# Low-frequency dispersion of $R_1$ from translational diffusion

I want the non-analytic low-frequency part of the spin-lattice rate $R_1(\omega)$ when dipolar couplings between spins on different molecules are modulated by diffusion in $d=3$, 2 or 1 dimensions. I also want to know which coefficients survive a change of the microscopic model. Throughout, $d$ is the dimension, $r_c$ the distance of closest approach in 3D, $\omega$ an angular frequency, and all rates are in s$^{-1}$.

## 1. Premises

1. The coupling is dipolar and pairwise, and correlations between different pairs (three-spin terms) are dropped.
2. Second-order perturbation theory holds, and spin polarisations are small (high temperature).
3. The sample is isotropic, or the rate is averaged over an isotropic set of orientations.
4. The pair vector $\mathbf r$ is a stationary, reversible Markov process. At large separation it is free diffusion with $D_{12}=D_1+D_2$, the sum of the self-diffusion coefficients, because distant molecules move independently and their mean-square displacements add.
5. The pair distribution obeys $g(r)\to1$ faster than any power. In an ionic liquid screening makes the approach exponential.

## 2. Rates in terms of one correlation function

For spins $I$, $S$ the Hamiltonian is
$$H/\hbar=\frac{b}{r^3}\left[\mathbf I\cdot\mathbf S-3(\mathbf I\cdot\hat{\mathbf r})(\mathbf S\cdot\hat{\mathbf r})\right],\qquad b=\frac{\mu_0}{4\pi}\gamma_I\gamma_S\hbar\quad(\mathrm{m^3\,s^{-1}}).$$
With $\theta,\phi$ the angles of $\hat{\mathbf r}$ relative to the field, and two spins 1/2, the off-diagonal elements in units of $b/r^3$ are
$$\langle\alpha\beta|\cdot|\beta\alpha\rangle=\tfrac14(3\cos^2\theta-1),\quad \langle\alpha\alpha|\cdot|\beta\alpha\rangle=-\tfrac34\sin\theta\cos\theta\,e^{-i\phi},\quad \langle\alpha\alpha|\cdot|\beta\beta\rangle=-\tfrac34\sin^2\theta\,e^{-2i\phi}.$$
Their squared moduli average over the sphere to $1/20$, $3/40$ and $3/10$. Each is proportional to one $Y_{2m}$. By premise 3, $\langle Y^*_{2m}(0)Y_{2m'}(t)\rangle$ is diagonal and independent of $m$, so one function serves all three. The addition theorem gives it as
$$G(t)=\sum_{\rm partners}\left\langle\frac{P_2(\hat{\mathbf r}_0\cdot\hat{\mathbf r}_t)}{r_0^3r_t^3}\right\rangle=4\pi\sum_{\rm partners}\left\langle\frac{Y^*_{2m}(\hat{\mathbf r}_0)Y_{2m}(\hat{\mathbf r}_t)}{r_0^3r_t^3}\right\rangle,\qquad j(\omega)=\int_0^\infty G(t)\cos\omega t\,dt .$$
The golden-rule rate is the two-sided transform of the correlation function of the matrix element, which is twice the one-sided one:
$$W_0=\tfrac{1}{10}b^2j(\omega_I-\omega_S),\qquad W_1=\tfrac{3}{20}b^2j(\omega_I),\qquad W_2=\tfrac35b^2j(\omega_I+\omega_S).$$
I multiply the four-level master equation by the eigenvalues of $I_z$ and sum. A $W_1$ flip of $I$ damps $I_z$ at $2W_1$, a $W_2$ flip damps $I_z+S_z$ at $2W_2$, a $W_0$ flip damps $I_z-S_z$ at $2W_0$, and flips of $S$ alone do nothing to $I_z$. For deviations from equilibrium this is the Solomon equation
$$\frac{d\Delta I_z}{dt}=-\rho_I\Delta I_z-\sigma_{IS}\Delta S_z,$$
$$\rho_I=W_0+2W_1+W_2=\tfrac{b^2}{10}\left[j(\omega_I-\omega_S)+3j(\omega_I)+6j(\omega_I+\omega_S)\right],$$
$$\sigma_{IS}=W_2-W_0=\tfrac{b^2}{10}\left[6j(\omega_I+\omega_S)-j(\omega_I-\omega_S)\right].$$
For like spins $\Delta S_z=\Delta I_z$, the flip-flop term cancels, and
$$R_1=\rho+\sigma=\tfrac{3}{10}b_0^2\left[j(\omega)+4j(2\omega)\right],\qquad b_0=\frac{\mu_0}{4\pi}\gamma^2\hbar .$$
For a partner of general spin $S$, $\rho_I$ depends on it through $\langle S_x^2\rangle=\langle S_y^2\rangle=\langle S_z^2\rangle=S(S+1)/3$, which replaces $1/4$. The prefactor $1/10$ becomes $\tfrac{2}{15}S(S+1)$.

## 3. From a tail to a dispersion law

The long-time tail of $G$ has different sources in low dimensions and in $d=3$. In a plane or on a line $r^{-3}$ is integrable at large distance, so the tail comes from returns to the starting region, whose density falls as $(4\pi D_{12}t)^{-d/2}$. It is present if the coupling integrated over that region does not vanish. In $d=3$ the angular integral of $Y_{2m}$ against a flat return density is zero, and this source is absent. Relative diffusion around the partner at fixed separation $r$ destroys the $P_2$ correlation at rate $6D_{12}/r^2$, so at time $t$ the memory is carried by pairs at $r\gtrsim\sqrt{D_{12}t}$. With partner density $N$ they give $G\sim N\int_{\sqrt{D_{12}t}}^\infty r^{-6}r^2dr\propto N(D_{12}t)^{-3/2}$. Suppose then $G(t)\to A_d\,t^{-d/2}$, with $A_d$ to be found in sections 4 to 6. Short times contribute to $j$ a function analytic in $\omega^2$, so the leading non-analytic term comes from the tail.

- $d=1$: $\int_0^\infty t^{-1/2}\cos\omega t\,dt=\sqrt{\pi/2\omega}$, so $j\to A_1\sqrt{\pi/2\omega}$.
- $d=2$: $\int_{t_0}^\infty t^{-1}\cos\omega t\,dt=-\ln\omega t_0+\text{const}$ as $\omega t_0\to0$, so $dj/d\ln\omega\to-A_2$.
- $d=3$: $j(0)$ is finite and $j(0)-j(\omega)\to A_3\int_0^\infty(1-\cos\omega t)t^{-3/2}dt$. One integration by parts turns the integral into $2\omega\int_0^\infty t^{-1/2}\sin\omega t\,dt=\sqrt{2\pi\omega}$.

For $d=1$ and 2 the exponent is that of the return density. For $d=3$ it depends on the $r^{-3}$ form of the coupling. A coupling $Y_{2m}r^{-n}$ with $3/2<n<5$ has a transform $\propto k^{n-3}$ at small wavenumber $k$, so $G\propto\int k^2k^{2n-6}e^{-D_{12}k^2t}dk\propto t^{3/2-n}$, for example $t^{-5/2}$ at $n=4$. A short-range rank-2 coupling has a transform $\propto k^2$ and gives $t^{-7/2}$. The amplitude is also special in $d=3$. $A_dt^{-d/2}$ has the dimensions of $G$, namely $N_d\,L^{d-6}$ with $N_d$ the partner density per $d$-dimensional volume. Dividing out $N_d(D_{12}t)^{-d/2}$ leaves $L^{2d-6}$. Only for $d=3$ can the amplitude be free of a microscopic length.

## 4. Three dimensions

### 4.1 Independent jumps

First the simplest family: the propagator is translation invariant, $P(\mathbf k,t)=e^{-\Gamma(k)t}$, and structure enters only by weighting the coupling. For jumps at rate $1/\tau_J$ with isotropic displacement $\boldsymbol\ell$ of the pair vector, $\Gamma=(1-\langle e^{i\mathbf k\cdot\boldsymbol\ell}\rangle)/\tau_J=D_{12}k^2[1+O(k^2)]$ with $D_{12}=\langle\ell^2\rangle/6\tau_J$. Let $w(r)$ be a radial weight that vanishes at short range and tends to 1, for instance a step at $r_c$. The plane-wave expansion gives
$$\int w(r)\frac{Y_{2m}}{r^3}e^{-i\mathbf k\cdot\mathbf r}d^3r=-4\pi Y_{2m}(\hat{\mathbf k})\,\varphi(k),\qquad \varphi(k)=\int_0^\infty w(r)\frac{j_2(kr)}{r}dr ,$$
where $j_l$ with an index is a spherical Bessel function. Since $(j_1(u)/u)'=-j_2(u)/u$ and $j_1(u)/u\to1/3$ at $u=0$, I have $\int_0^\infty j_2(u)\,du/u=1/3$. With $j_2(u)\approx u^2/15$,
$$\varphi(k)=\tfrac13+\tfrac{k^2}{15}\int_0^\infty(w-1)\,r\,dr+\dots$$
The value $\varphi(0)=1/3$ does not know about $w$, because $dr/r$ is scale invariant. For the step, $\varphi=j_1(kr_c)/kr_c$. With partner number density $N$, Parseval's theorem gives
$$G(t)=4\pi N\frac{(4\pi)^2}{(2\pi)^3}\int_0^\infty k^2\varphi^2e^{-\Gamma t}dk=8N\int_0^\infty k^2\varphi^2e^{-\Gamma t}dk .$$
At long times only small $k$ survives, and $\int_0^\infty k^2e^{-D_{12}k^2t}dk=\sqrt\pi/4(D_{12}t)^{3/2}$, so
$$G(t)\to\frac{2\sqrt\pi}{9}N(D_{12}t)^{-3/2}.$$
In frequency space each mode gives $\Gamma/(\Gamma^2+\omega^2)$, and $1/\Gamma-\Gamma/(\Gamma^2+\omega^2)=\omega^2/[\Gamma(\Gamma^2+\omega^2)]$. Setting $k=u\sqrt{\omega/D_{12}}$ and letting $\omega\to0$,
$$j(0)-j(\omega)\to\frac{8N}{9}\frac{\sqrt\omega}{D_{12}^{3/2}}\int_0^\infty\frac{du}{1+u^4}=\frac{8N}{9}\frac{\pi}{2\sqrt2}\frac{\sqrt\omega}{D_{12}^{3/2}}=\frac{2\sqrt2\pi}{9}N D_{12}^{-3/2}\sqrt\omega .$$
The coefficient is 0.987, and it equals $A_3\sqrt{2\pi}$ from section 3. The $k^2$ corrections in $\varphi$ and $\Gamma$ carry a factor $u^2\omega/D_{12}$ with a convergent integral, so they give $\omega^{3/2}$. Jump length and $r_c$ enter there and in $j(0)$, not in the $\sqrt\omega$ term.

### 4.2 Interacting pairs

That family lets molecules pass through each other, so I redo the calculation with the true generator $\mathcal L$ of the pair motion. By premise 4 it is symmetric in the product $\langle a,c\rangle=\int g(r)\,a\,c\,d^3r$. Take the real function $F=Y_{20}/r^3$. The Laplace transform of $G$ is $\hat G(s)=4\pi N\langle F,u_s\rangle$ with $u_s=(s-\mathcal L)^{-1}F$, and $j(\omega)=\mathrm{Re}\,\hat G(i\omega)$. The resolvent identity $(-\mathcal L)^{-1}-(s-\mathcal L)^{-1}=s(-\mathcal L)^{-1}(s-\mathcal L)^{-1}$ and the symmetry give
$$\hat G(0)-\hat G(s)=4\pi Ns\,\langle u_0,u_s\rangle .$$
Outside the interaction range $\mathcal L=D_{12}\nabla^2$. Writing $u_s=Y_{20}f(r)$,
$$sf-D_{12}\left(f''+\frac2rf'-\frac6{r^2}f\right)=r^{-3}.$$
Because $Y_{20}/r^3$ is harmonic, $1/sr^3$ is a particular solution. With $q=\sqrt{s/D_{12}}$ the decaying homogeneous solution is $\chi(qr)$, $\chi(x)=e^{-x}(x^2+3x+3)/x^3$. The combination that stays finite as $s\to0$ is
$$f_s(r)=\frac{1-e^{-x}(1+x+x^2/3)}{s\,r^3}=\frac1{D_{12}}\left[\frac1{6r}-\frac{q^2r}{24}+\frac{q^3r^2}{45}-\dots\right],\qquad x=qr .$$
The general exterior solution is $f_s+\beta q^3\chi(qr)/3$, which at $s=0$ reads $1/6D_{12}r+\beta/r^3$. All short-range physics sits in $\beta$ and in the interior. In $\langle u_0,u_s\rangle$ the product of the two $1/r$ parts gives $\int r^2dr/r^2$, which grows out to the cutoff $r\sim1/|q|$. Every other piece (interior, $g-1$, terms with $\beta$) converges to a real constant as $q\to0$. Hence
$$s\langle u_0,u_s\rangle=\frac{q}{6D_{12}}\int_0^\infty\frac{1-e^{-x}(1+x+x^2/3)}{x^2}dx+c\,s+O(s^{3/2}),\qquad c\ \text{real}.$$
The antiderivative is $-(1-e^{-x})/x+e^{-x}/3$, which runs from $-2/3$ to 0, so the integral is $2/3$ and
$$\hat G(0)-\hat G(s)=\frac{4\pi N}{9D_{12}}q+4\pi Nc\,s+O(s^{3/2}).$$
At $s=i\omega$ the term $cs$ is imaginary and $\mathrm{Re}\,q=\sqrt{\omega/2D_{12}}$. Since $4\pi/9\sqrt2=2\sqrt2\pi/9$, the result of 4.1 returns, now for any short-range potential of mean force. Spins placed off the molecular centre add to $F$ orientation-dependent terms falling as $r^{-4}$ or faster. Rotation averages them in a finite time, so they join the convergent pieces.

### 4.3 The result

For like spins on one species with self-diffusion coefficient $D$, $D_{12}=2D$ and $D_{12}^{-3/2}=D^{-3/2}/2\sqrt2$, so $j(0)-j(\omega)=(\pi/9)ND^{-3/2}\sqrt\omega$. Inserting this at $\omega$ and $2\omega$:
$$\boxed{R_1(\omega)=R_1(0)-B\sqrt\omega,\qquad B=\frac{\pi}{30}\left(1+4\sqrt2\right)b_0^2\,N\,D^{-3/2}}$$
The numerical factor is 0.697, $N$ counts spins per m$^3$, and $D$ is the self-diffusion coefficient, not the relative one. $R_1(0)$ collects everything flat at low frequency, intramolecular relaxation included.

For unlike spins 1/2, with $\kappa=\gamma_S/\gamma_I>0$ and slopes taken against $\sqrt{\omega_I}$,
$$B_\rho=p\left[\sqrt{|1-\kappa|}+3+6\sqrt{1+\kappa}\right],\quad B_\sigma=p\left[6\sqrt{1+\kappa}-\sqrt{|1-\kappa|}\right],\quad p=\frac{\sqrt2\pi}{45}\frac{b^2N_S}{(D_I+D_S)^{3/2}} .$$
The decay of two coupled magnetisations is biexponential. If both species are brought to equilibrium in one polarising field and then switched to the relaxation field, $\Delta S_z/\Delta I_z=\kappa$ at the start. The initial rate is $\rho_I+\kappa\sigma_{IS}$, with slope $B_\rho+\kappa B_\sigma$. At $\kappa=1$ the two brackets add to $3(1+4\sqrt2)$ and the like-spin formula is recovered.

### 4.4 An exactly solvable case

For hard spheres without other forces, $g$ is a step at $r_c$ and $f'(r_c)=0$. This is the force-free hard-sphere model associated with Hwang and Freed and with Ayant and co-workers. Put $f=1/sr^3+C\chi(qr)$ and $x=qr_c$. From $\chi'(x)=-e^{-x}(x^3+4x^2+9x+9)/x^4$ the boundary condition gives $C=-3x^3e^x/[s\,r_c^3(x^3+4x^2+9x+9)]$. Also $\int_x^\infty\chi(y)\,dy/y=e^{-x}(1+x)/x^3$, as differentiation confirms. Then
$$\hat G=4\pi N\int_{r_c}^\infty\frac{f}{r}dr=\frac{4\pi N}{s\,r_c^3}\left[\frac13-\frac{3(1+x)}{x^3+4x^2+9x+9}\right]=\frac{4\pi N}{3D_{12}r_c}\,\frac{4+x}{9+9x+4x^2+x^3},$$
using $s=D_{12}x^2/r_c^2$. Expanding,
$$\hat G=\frac{16\pi N}{27D_{12}r_c}\left[1-\tfrac34x+\tfrac{11}{36}x^2-\tfrac1{12}x^3+\tfrac5{162}x^4-\dots\right].$$
The linear term is $4\pi Nq/9D_{12}$, free of $r_c$, as 4.2 demands. The zero-frequency value is model dependent: free diffusion with a step weight in 4.1 gives $j(0)=(8N/D_{12}r_c)\int_0^\infty j_1^2(u)\,du/u^2=8\pi N/15D_{12}r_c$, so $8/15$ stands against $16/27$ while the slopes coincide. With $\tau=r_c^2/D_{12}$ and $x^2=i\omega\tau$, $\mathrm{Re}\,x=\sqrt{\omega\tau/2}$ and $\mathrm{Re}\,x^3=-(\omega\tau)^{3/2}/\sqrt2$. The drop in $j$ is therefore reduced by the fraction $\omega\tau/9$, and the drop in the like-spin $R_1$ by $\tfrac19\frac{1+8\sqrt2}{1+4\sqrt2}\omega\tau=0.206\,\omega\tau$, to this order.

### 4.5 A long-range correction

Premise 4 fails slowly in a liquid, because two molecules drag each other through the medium. In a continuum of viscosity $\eta$, subtracting twice the Oseen cross term from $D_1+D_2$ gives
$$\mathsf D(\mathbf r)=D_{12}\mathsf 1-\frac{k_BT}{4\pi\eta r}(\mathsf 1+\hat{\mathbf r}\hat{\mathbf r})=D_{12}\left[\mathsf 1-\frac{3a}{4r}(\mathsf 1+\hat{\mathbf r}\hat{\mathbf r})\right],\qquad a=\frac{k_BT}{3\pi\eta D_{12}} .$$
With $\mathcal L=\nabla\cdot\mathsf D\cdot\nabla$, first order in $a$ gives $\delta\hat G=4\pi N\langle u_s,\delta\mathcal Lu_s\rangle=-4\pi N\int\nabla u_s\cdot\delta\mathsf D\cdot\nabla u_s\,d^3r$. The radial reduction is $3a/2r$, the transverse one $3a/4r$, and the angular gradient supplies $l(l+1)=6$:
$$\delta\hat G=4\pi ND_{12}a\int r\left[\tfrac32f_s'^2+\tfrac92\frac{f_s^2}{r^2}\right]dr .$$
From the series for $f_s$, the terms of order $q^2$ are $+q^2/72D_{12}^2r^2$ in $f_s'^2$ and $-q^2/72D_{12}^2r^2$ in $f_s^2/r^2$. The integrand thus contains $-q^2/24D_{12}^2r$. Integrated from $r_c$ to the cutoff $1/q$ this yields $+q^2\ln(qr_c)/24D_{12}^2$, plus $q^2$ times a real constant. With $q^2=i\omega/D_{12}$, $\ln q$ has imaginary part $\pi/4$, and
$$\delta j(\omega)-\delta j(0)=-\frac{\pi^2Na\,\omega}{24D_{12}^2}.$$
This adds to the drop in $j$ the fraction $(3\pi/16\sqrt2)\,a\sqrt{\omega/D_{12}}=0.417\,a\sqrt{\omega/D_{12}}$. For the like-spin $R_1$ the weights $1+4\cdot2=9$ over $1+4\sqrt2$ raise the coefficient to 0.563. The slope $B$ as $\omega\to0$ is untouched, but within this continuum picture the first correction is linear in $\omega$, ahead of $\omega^{3/2}$.

## 5. Two dimensions, near paramagnetic sites

A nucleus diffuses with coefficient $D$ in a plane. Fixed electron spins $S$ have surface density $\sigma_S$, so $D_{12}=D$. I average over orientations of the plane, which makes $G(t)$ of section 2 the relevant function again, and I evaluate it with angles measured from the normal:
$$P_2(\hat{\mathbf r}_0\cdot\hat{\mathbf r})=P_2(\cos\theta_0)P_2(\cos\theta)+3\sin\theta_0\cos\theta_0\sin\theta\cos\theta\cos\Delta\phi+\tfrac34\sin^2\theta_0\sin^2\theta\cos2\Delta\phi .$$
In a plane $r^{-3}$ is absolutely integrable at large distance. At long times the propagator between points near the site is flat and equal to $1/4\pi Dt$, so it comes out of both integrals. The terms in $\Delta\phi$ integrate to zero, leaving
$$G(t)\to\frac{\sigma_S}{4\pi Dt}K^2,\qquad K=\int\frac{P_2(\cos\theta)}{r^3}d^2\rho .$$
Let the nucleus move at height $z$ above the sites, excluded from a disc of radius $\rho_0$, and let $r_0^2=\rho_0^2+z^2$. With $\rho\,d\rho=r\,dr$ and $\cos\theta=z/r$,
$$K=\pi\int_{r_0}^\infty\left(\frac{3z^2}{r^4}-\frac1{r^2}\right)dr=-\frac{\pi\rho_0^2}{r_0^3}.$$
This needs noting. If the nucleus can glide over the site ($\rho_0=0$), $K=0$, because a uniformly magnetised sheet has no field outside itself, and the $1/t$ tail is absent. For coplanar sites with closest approach $\delta$, $K=-\pi/\delta$ and
$$A_2=\frac{\pi\sigma_S}{4\delta^2D},\qquad G(0)=\sigma_S\int_\delta^\infty\frac{2\pi\rho\,d\rho}{\rho^6}=\frac{\pi\sigma_S}{2\delta^4}.$$
The tail must be cut at both ends. Desorption at rate $1/\tau_s$, with no correlated return, multiplies it by $e^{-t/\tau_s}$. At short times $G$ must stay finite, and I use the interpolation
$$G(t)=\frac{A_2}{t}\left(e^{-t/\tau_s}-e^{-t/\tau_m}\right).$$
For $\tau_s\gg\tau_m$ it starts at $A_2/\tau_m$, which equals the exact $G(0)$ if $\tau_m=\delta^2/2D$. This short-time form is an assumption, and other conventions for $\tau_m$ shift the constant under the logarithm. To transform it I write $(e^{-t/\tau_s}-e^{-t/\tau_m})/t=\int_{1/\tau_s}^{1/\tau_m}e^{-\lambda t}d\lambda$, so that
$$j(\omega)=A_2\int_{1/\tau_s}^{1/\tau_m}\frac{\lambda\,d\lambda}{\lambda^2+\omega^2}=\frac{A_2}2L(\omega),\qquad L(\omega)=\ln\frac{1+\omega^2\tau_m^2}{(\tau_m/\tau_s)^2+\omega^2\tau_m^2}.$$
The electron spin returns to equilibrium quickly on the nuclear time scale, so $\Delta S_z=0$ and $R_1=\rho_I$. For $g\approx g_e$ and $^1$H, $|\omega_S/\omega_I|=658$, so $j(\omega_I\pm\omega_S)\approx j(\omega_S)$ and the weights 1 and 6 merge into 7. With $A_2=\pi\sigma_S\tau_m/2\delta^4$,
$$\boxed{R_1^{\rm surf}=\frac{\pi}{30}S(S+1)\,b^2\frac{\sigma_S}{\delta^4}\,\tau_m\left[3L(\omega_I)+7L(\omega_S)\right]}$$
In fast exchange with a bulk liquid the observed rate is the bulk rate plus this one times the surface fraction.

The logarithmic derivative is
$$\frac{dL}{d\ln\omega}=\frac{2\omega^2\tau_m^2}{1+\omega^2\tau_m^2}-\frac{2\omega^2\tau_s^2}{1+\omega^2\tau_s^2},$$
which is $-2$ for $1/\tau_s\ll\omega\ll1/\tau_m$ and zero outside. Each term has its own window. If $\tau_s/\tau_m\gg658$ they overlap, and with rising field the bracket has slopes $0,-14,-20,-6,0$. The two central ones stand in the ratio 10 to 3, with the break at $\omega_S\tau_m\approx1$. If $\tau_s/\tau_m\ll658$ the windows separate, a plateau lies between slopes $-14$ and $-6$, and no 10 to 3 ratio appears. Inside a window $dj/d\ln\omega=-A_2$, fixed by the tail alone, so the ratio does not rest on the interpolation. The amplitude does depend on $\delta$ and on geometry.

## 6. One dimension

A nucleus diffuses along a straight channel, parallel to a line of partner spins of linear density $\lambda_S$ at perpendicular distance $\delta$ and fixed azimuth. Angles are now measured from the channel axis, $\cos\theta=z/r$, $r^2=z^2+\delta^2$, $\Delta\phi=0$. The propagator tends to $(4\pi D_{12}t)^{-1/2}$ and the three terms of the addition theorem factorise. I need $\int r^{-3}dz=2/\delta^2$, $\int z^2r^{-5}dz=2/3\delta^2$ and $\int\delta^2r^{-5}dz=4/3\delta^2$. The $P_2$ integral is $\tfrac12(3\cdot\tfrac23-2)/\delta^2=0$, the second is odd in $z$, and the third gives $\tfrac34(4/3\delta^2)^2=4/3\delta^4$. So
$$G(t)\to\frac{4\lambda_S}{3\delta^4}(4\pi D_{12}t)^{-1/2},\qquad \boxed{j(\omega)\to\frac{\sqrt2}{3}\frac{\lambda_S}{\delta^4}(D_{12}\,\omega)^{-1/2}}$$
and every rate of section 2 scales as $\omega^{-1/2}$. Escape at rate $1/\tau_s$ replaces $\sqrt{\pi/2\omega}$ by $\sqrt\pi\,\mathrm{Re}(1/\tau_s+i\omega)^{-1/2}$, which levels off below $\omega\tau_s\approx1$. If the azimuth averages quickly the surviving term is lost too, so here again, as in the plane, the exponent is that of the return density while the amplitude, and whether it vanishes, belongs to the geometry.

## 7. Range of validity

- **Upper limit, 3D.** The probed length $\sqrt{D_{12}/\omega}$ must exceed $r_c$, the jump length, the range of $g-1$ and $a$. Relative corrections are of order $\omega\tau$ from short-range structure and $a\sqrt{\omega/D_{12}}$ from hydrodynamic coupling. Motion must be Fickian on the time $1/\omega$, which matters in viscous ionic liquids with caging or nanoscale domains.
- **Rotation.** A Lorentzian intramolecular term $\tau_r/(1+\omega^2\tau_r^2)$ in the like-spin combination falls by the fraction $\tfrac{1+16}{5}\omega^2\tau_r^2=3.4\,\omega^2\tau_r^2$. It does not alter $B$ but bends the plot.
- **Lower limit.** Perturbation theory needs $\omega\gg R_1$. Treating $^1$H and $^{19}$F as unlike needs $|\omega_I-\omega_S|$ well above the rates and above any scalar coupling between them.
- **Cross-relaxation.** With two abundant nuclei a single-exponential fit is neither $\rho_I$ nor exactly the initial rate, and the observable has to be specified.
- **2D.** The sites must be dilute enough for premise 1. Zero-field splitting is neglected. Electron relaxation multiplies $G$ by $e^{-t/T_{1e}}$ in the $\omega_I$ term and by $e^{-t/T_{2e}}$ in the $\omega_S$ terms, so these rates add to both $1/\tau_s$ and $1/\tau_m$ and can close the windows. Returns after bulk excursions are omitted.
- **1D.** The pair coordinate must diffuse normally. In single-file motion the mean-square displacement grows as $t^{1/2}$, and premise 4 fails.

## 8. Illustration: $^1$H and $^{19}$F in [C$_4$mim][NTf$_2$]

All inputs are approximate values typical of this liquid near 298 K, used only as givens: molar mass 0.4194 kg mol$^{-1}$, density 1440 kg m$^{-3}$, $D_+=2.7\times10^{-11}$ and $D_-=2.2\times10^{-11}$ m$^2$ s$^{-1}$, $\eta=0.050$ Pa s, $r_c=0.50$ nm, $\gamma_H=2.675\times10^8$ and $\gamma_F=2.518\times10^8$ rad s$^{-1}$ T$^{-1}$. The cation carries 15 H and the anion 6 F. Other magnetic nuclei are ignored.

The ion-pair density is $2.068\times10^{27}$ m$^{-3}$, so $N_H=3.10\times10^{28}$ and $N_F=1.24\times10^{28}$ m$^{-3}$. The couplings are $b_{HH}=7.546$, $b_{HF}=7.103$ and $b_{FF}=6.686$, in $10^{-25}$ m$^3$ s$^{-1}$, and $\gamma_F/\gamma_H=0.9413$. The relative coefficients are $5.4$, $4.9$ and $4.4\times10^{-11}$ m$^2$ s$^{-1}$ for cation-cation, cation-anion and anion-anion pairs. For observed $^1$H, $\kappa=0.9413$, the brackets of 4.3 are 11.60 and 8.12, and $p=1.80\times10^{-6}$ s$^{-1/2}$. For observed $^{19}$F, $\kappa$ is the reciprocal, the brackets are 11.87 and 8.37, and $p=4.50\times10^{-6}$ s$^{-1/2}$.

Slopes against the square root of the observed nucleus's own $\omega$, in $10^{-5}$ s$^{-1/2}$:

| observed | like-spin $B$ | $B_\rho$ (unlike) | $B_\sigma$ | $\kappa B_\sigma$ | $B+B_\rho$ | initial-rate slope |
|---|---|---|---|---|---|---|
| $^1$H | 8.77 | 2.09 | 1.46 | 1.38 | 10.9 | 12.2 |
| $^{19}$F | 3.74 | 5.34 | 3.77 | 4.00 | 9.1 | 13.1 |

The fluorine slope is dominated by the protons of the cations, so it reports mainly $D_++D_-$. The proton slope is dominated by $D_+$, but not enough to ignore fluorine. Reading the initial-rate slope 12.2 with the like-spin formula alone returns $D_+$ multiplied by $(8.77/12.2)^{2/3}=0.80$. The two slopes together are two equations for $D_+$ and $D_-$, with only densities and constants as further input.

To see how far the square-root law reaches I take the H-H term. Here $\tau=4.6$ ns, $a=0.16$ nm, and the hard-sphere formula gives an intermolecular $R_1(0)=\tfrac32b_{HH}^2j(0)=1.83$ s$^{-1}$.

| $\omega/2\pi$ | $\sqrt{D_{12}/\omega}$ (nm) | $\omega\tau$ | $B\sqrt\omega$ (s$^{-1}$) | exact hard-sphere drop / $B\sqrt\omega$ | Oseen term / $B\sqrt\omega$ |
|---|---|---|---|---|---|
| 1 MHz | 2.9 | 0.029 | 0.220 | 0.995 | 0.03 |
| 10 MHz | 0.93 | 0.29 | 0.695 | 0.954 | 0.10 |

The two corrections have opposite signs, and the hydrodynamic one, a first-order continuum estimate, is the larger at both frequencies. At 10 MHz the probed length is about two contact distances, so that entry gives a magnitude only. An intramolecular rate of 1 s$^{-1}$ with an assumed $\tau_r=1$ ns would fall by 0.013 s$^{-1}$ at 10 MHz, about 2 % of $B\sqrt\omega$. At the low end, a proton frequency of 10 kHz leaves $\omega_H-\omega_F=3.7\times10^3$ s$^{-1}$, far above rates of a few s$^{-1}$. For these inputs the drop in $R_1$ follows $B\sqrt\omega$ within a few per cent from 10 kHz to about 1 MHz, and at 10 MHz the departures reach the order of a tenth.